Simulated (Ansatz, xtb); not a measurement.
# Relative energy of two isomers of CH5GeS

We compare I, `[CH3][GeH2][S]`, a doublet, with II, `[CH3][GeH][SH]`, a doublet. Both are isolated molecules in the gas phase, relaxed with PBE0-D3(BJ)/def2-SVP; each stands in its lowest conformer found.

Quicker runs give these differences E(II) − E(I): GFN2-xTB −22.2 kJ/mol; HF/STO-3G +121.5 kJ/mol (at GFN2-xTB geometries); r2SCAN-D4/def2-SVP −22.9 kJ/mol (at GFN2-xTB geometries).

Q: Which of the two would you expect CCSD(T)/def2-SVP + ΔMP2/def2-TZVPP electronic energies to favour?

A: Structure II; the calculation gives E(II) − E(I) = −24.9 kJ/mol.

Level by level:

| level | geometry | E(II) − E(I) (kJ/mol) | departure from the last row (kJ/mol) | job, with rough time for the two |
| --- | --- | --- | --- | --- |
| GFN2-xTB | GFN2-xTB | −22.2 | +2.7 | optimisation, 0.17 s |
| HF/STO-3G | GFN2-xTB | +121.5 | +146.4 | single point, 0.9 s |
| r2SCAN-D4/def2-SVP | GFN2-xTB | −22.9 | +2.0 | single point, 8.3 s |
| PBE0-D3(BJ)/def2-SVP | PBE0-D3(BJ)/def2-SVP | −26.9 | −2.0 | optimisation, 1.8 min |
| HF/def2-SVP | PBE0-D3(BJ)/def2-SVP | +11.2 | +36.1 | part of the CCSD(T) run |
| MP2/def2-SVP | PBE0-D3(BJ)/def2-SVP | −19.9 | +5.0 | part of the CCSD(T) run |
| CCSD(T)/def2-SVP | PBE0-D3(BJ)/def2-SVP | −14.9 | +10.0 | single point |
| CCSD(T)/def2-SVP + ΔMP2/def2-TZVPP | PBE0-D3(BJ)/def2-SVP | −24.9 |  | single point, 49 s |

As drawn, II has 1 S–H in place of 1 Ge–H.

HF/STO-3G, HF/def2-SVP put the two in the other order. The largest departure from CCSD(T)/def2-SVP + ΔMP2/def2-TZVPP is that of HF/STO-3G, 146.4 kJ/mol. The last row adds to CCSD(T) the change of the MP2 difference between the two basis sets, here −10.0 kJ/mol.

With harmonic frequencies from PBE0-D3(BJ)/def2-SVP (ideal gas, rigid rotor, one conformer each, 298.15 K, 1 atm): on the last row, ΔE + ΔZPE = −24.7, ΔH = −23.9, ΔG = −25.6 kJ/mol.

Open shells are spin-unrestricted. The correlated steps freeze 15 core orbitals; the filled d shell of Ge is correlated, in a basis made for valence electrons. Mirror images aren't counted in ΔG. Run with Ansatz 0.2.0, xtb 6.7.1; the last row on 2 threads of Arm Neoverse V2 on a shared host.

The isomers differ in where the hydrogen and the unpaired electron sit: I is a thiyl radical, II a germanium-centred radical bearing an SH group. The preference for II follows mainly from bond strengths, since an S–H bond is generally stronger than the Ge–H bond it replaces. Donation from a sulfur lone pair into the singly occupied orbital on germanium probably helps as well.

Hartree–Fock reverses the order because completing the octet at sulfur adds a compact electron pair there, whose correlation energy it omits. In the same basis, CCSD(T) moves the difference from +11.2 to −14.9 kJ/mol. The far larger error with STO-3G points to its lack of polarisation functions and its rigid valence shell, which suit neither sulfur nor germanium. Enlarging the basis favours II further, so the sign is more secure than the exact size of the gap.

Vibrational and thermal terms nearly cancel, leaving the preference essentially electronic. It is a thermodynamic one, and says nothing about how quickly I would rearrange by a hydrogen shift.
